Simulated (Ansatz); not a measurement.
## Loss of H2: how K changes with temperature for BH3(SH2) ⇌ BH2(SH) + H2

Species: BH3(SH2), singlet; BH2(SH), singlet; H2 (hydrogen), singlet. This is a balance of energies; it says nothing on the path, which may need atoms to shift.

The electronic reaction energy at CCSD(T)/CBS estimate is -24.8 kJ/mol. Shapes: PBE0-D4/def2-TZVP. Programs: Ansatz 0.2.0. Enthalpy and entropy come from rigid-rotor, harmonic-oscillator sums on unscaled PBE0-D4/def2-TZVP wavenumbers, ideal gases at 1 bar. Symmetry numbers: BH3(SH2) 1, BH2(SH) 1, H2 2. R = 8.3145 J/(mol K).

```
T (K)  ΔH (kJ/mol)  ΔS (J/(mol K))
  300        -39.2          +111.9
  500        -37.4          +116.6
  700            ?               ?
```

Problem. Work out ln K at 300 and 500 K, and from these estimate it at 700 K.

Solution. 
1. 300 K: ΔG = -39.2 − 300 × (+111.9)/1000 = -72.8 kJ/mol; ln K = −ΔG/RT = +29.19.
2. 500 K: ΔG = -37.4 − 500 × (+116.6)/1000 = -95.7 kJ/mol; ln K = −ΔG/RT = +23.02.
3. Slope against 1000/T: (+23.02 − (+29.19))/(2.0000 − 3.3333) = +4.63, that is −ΔH/R with ΔH near -38 kJ/mol.
4. 700 K: ln K = +29.19 + (+4.63) × (1.4286 − 3.3333) = +20.37.

The full sums give ΔH = -36.9 kJ/mol, ΔS = +117.6 J/(mol K), ΔG = -119.2 kJ/mol and ln K = +20.48 at 700 K, so the line is off by -0.11 in ln K; without rounding the miss is -0.09, from the change of ΔH with temperature. The products are favoured over this whole range. The number of molecules rises, which sets the sign of ΔS, and lower pressure favours the products. An error of 10 kJ/mol in the energy moves ln K by 1.7 at 700 K. Soft modes are treated as harmonic, which can err either way at these temperatures; the lowest are those of BH3(SH2) (248 cm⁻¹). The CBS estimate extrapolates MP2 from def2-TZVPP and def2-QZVPP and adds CCSD(T) − MP2 in the triple-zeta set, cores frozen; for H2 it overshoots the exact energy by about 1 mEh.

Loss of H2 is favoured by both enthalpy and entropy, so no temperature in this range brings a crossover. ΔG grows more negative on heating while ln K falls: the entropy gain drives the first, whereas the slope of ln K follows the sign of ΔH, and the reaction is exothermic. The driving force probably lies in the change of the boron–sulfur bond. In BH3(SH2) a weak donor, H2S, is held by a dative bond; in BH2(SH) the bond is covalent, and a sulfur lone pair can donate into the empty boron p orbital. Together with the strong H–H bond, this repays the cost of breaking one B–H and one S–H bond. The enthalpy is clearly more negative than the electronic energy, mainly because vibrations of the adduct become translations and rotations of the separate products, which lowers the zero-point energy. A favourable K here doesn't establish BH2(SH) as the final product, since splitting of the adduct into BH3 and H2S and association of BH2(SH) through sulfur bridges lie outside this balance.
